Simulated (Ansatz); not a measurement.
# Sb3Pb: energy over elements and pressure against volume per atom

All results are calculated (Ansatz 0.2.0). Density functional energy, stress (positive in compression), forces and moments (in spheres) of a cell at fixed atoms, energy at zero smearing over the elements' standard states in the same functional; plane waves with PAW datasets, Gamma-centred k mesh.

Cell of the first row (space group Im-3m, No. 229):
```
Sb3Pb
1.0
     -3.0184     3.0184     3.0184
      3.0184    -3.0184     3.0184
      3.0184     3.0184    -3.0184
Sb Pb
3 1
Direct
  0.00000 0.50000 0.50000
  0.50000 0.00000 0.50000
  0.50000 0.50000 0.00000
  0.00000 0.00000 0.00000
```

Settings of every row: functional PBE; dispersion none; spin none; wave cutoff 420 eV; k mesh 10x10x10; occupations gaussian; smearing width 0.1 eV.

Limits: no spin-orbit coupling, which can matter with elements this heavy; the cell comes from a prototype or a list of computed structures and needn't be the stable phase.

| row | volume per atom (Å³) | energy over elements (eV/atom) | pressure (GPa) |
| --- | --- | --- | --- |
| 1 | 27.5 | ? | ? |
| 2 | 28.437 | 0.1095 | 5.76 |
| 3 | 29.375 | 0.0826 | 3.5 |
| 4 | 30.312 | 0.0678 | 1.6 |
| 5 | 32.187 | 0.0674 | -1.35 |
| 6 | 33.125 | 0.0788 | -2.47 |
| 7 | 34.375 | 0.1031 | -3.69 |

Question: what energy over elements and pressure should row 1 give?

Worked fit of energy over elements. Take u = (V_r/V)^(2/3) − 1 with V_r = 31.249 Å³ an atom, which is twice the finite (Eulerian) strain; such expansions in the strain, on which the Birch-Murnaghan equation of state is built, carry the rest volume and the bulk modulus. The shown rows have u = 0.06488, 0.04209, 0.0205, -0.01952, -0.03812, -0.06158. Least squares give energy over elements = 0.06333 − 0.0022 × u + 10.723 × u² + 4.36 × u³ eV/atom; a parabola predicts inner rows, each left out in turn, worse (root mean square 0.00039 against 7.4e-05 eV/atom). All shown rows lie on it to the printed digit. Its lowest point lies at u = 0.0001, or V = 31.24 Å³ an atom, and the curvature there gives the bulk modulus at fixed shape and fractions, B = (4/9)(1 + u)² E″(u)/V = 48.9 GPa. The withheld row has u = 0.08894, so the fit gives 0.06333 − 0.0022 × (0.08894) + 10.723 × (0.08894)² + 4.36 × (0.08894)³ = 0.1510 eV/atom.

The calculation gave 0.1509 eV/atom. The fit lies 0.0001 eV/atom (0.12 % of the column's range) above it, one unit of the last digit. This row lies beyond the range of the fit.

Worked fit of pressure. Take u = (V_r/V)^(2/3) − 1 with V_r = 31.249 Å³ an atom, which is twice the finite (Eulerian) strain; such expansions in the strain, on which the Birch-Murnaghan equation of state is built, carry the rest volume and the bulk modulus. The shown rows have u = 0.06488, 0.04209, 0.0205, -0.01952, -0.03812, -0.06158. Least squares give pressure = −0.001 + 73.3 × u + 228.1 × u² + 167 × u³ GPa; a parabola predicts inner rows, each left out in turn, worse (root mean square 0.015 against 0.0053 GPa). All shown rows lie on it to the printed digit. The pressure vanishes at u = 0.0000, or V = 31.25 Å³ an atom, and there the bulk modulus at fixed shape and fractions is B = −V dP/dV = (2/3)(1 + u) dP/du = 48.9 GPa. The withheld row has u = 0.08894, so the fit gives −0.001 + 73.3 × (0.08894) + 228.1 × (0.08894)² + 167 × (0.08894)³ = 8.44 GPa.

The calculation gave 8.43 GPa. The fit lies 0.01 GPa (0.083 % of the column's range) above it, one unit of the last digit. This row lies beyond the range of the fit.
